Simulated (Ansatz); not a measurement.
# Strength of the O–Si bond: C3H10OSi → C3H7O + SiH3

Species: C3H10OSi `CC(C)O[SiH3]`, singlet; C3H7O `CC(C)[O]`, doublet; SiH3 (silyl radical) `[SiH3]`, doublet. 

Shapes, held fixed at every level: PBE0-D4/def2-TZVP. Flexible molecules stand in one conformer, not always the lowest. Programs: Ansatz 0.2.0. The zero-point and thermal change to 298 K, harmonic and unscaled (PBE0-D4/def2-TZVP), is -18.2 kJ/mol.

**Question.** Estimate ΔH(298 K) of this reaction.

**Answer.** The highest level, CCSD(T)/CBS estimate, gives ΔH(298 K) = +476.6 kJ/mol; the levels span +335.9 to +494.7. The column of differences is taken from that level and isn't an error. Hartree–Fock misses the correlation of the pair that is broken and comes out low. No measured value is set beside it here. Open shells run unrestricted unless RO is named. The CBS estimate extrapolates MP2 from def2-TZVPP and def2-QZVPP and adds CCSD(T) − MP2 in the triple-zeta set, cores frozen.

```tsv
level	kind	ΔH(298 K) (kJ/mol)	less CCSD(T)/CBS estimate
HF/def2-TZVPP	Hartree–Fock	+335.9	-140.7
SPW92/def2-TZVPP	LDA	+494.7	+18.1
PBE-D4/def2-TZVPP	GGA	+431.9	-44.7
BHLYP-D4/def2-TZVPP	global hybrid	+441.3	-35.3
B2PLYP/def2-TZVPP	double hybrid	+451.7	-24.9
CCSD/def2-TZVPP	coupled cluster or CI	+450.8	-25.8
CCSD(T)/CBS estimate	coupled cluster or CI	+476.6	0.0
```

The O–Si bond is strong towards homolysis, at +476.6 kJ/mol by the highest level, and clearly stronger than a typical ether C–O bond. The large electronegativity difference between silicon and oxygen gives the σ bond much ionic character, and donation from the oxygen lone pairs into Si–H σ* orbitals strengthens it further. Homolysis gives up both contributions, and neither fragment gains much in return: the unpaired electron stays largely on oxygen in the alkoxy radical and on silicon in the pyramidal silyl radical, with no π system to delocalise it.

Only the LDA lies above the highest level, in keeping with its usual overbinding. The step from CCSD to the CCSD(T)/CBS estimate probably combines the effect of triple excitations with that of the larger basis, so the gap can't be assigned to triples alone.

A high homolytic enthalpy doesn't make the bond inert: alkoxysilanes are readily hydrolysed, because nucleophiles attack the electropositive silicon and the bond breaks heterolytically, a path this reaction doesn't probe.
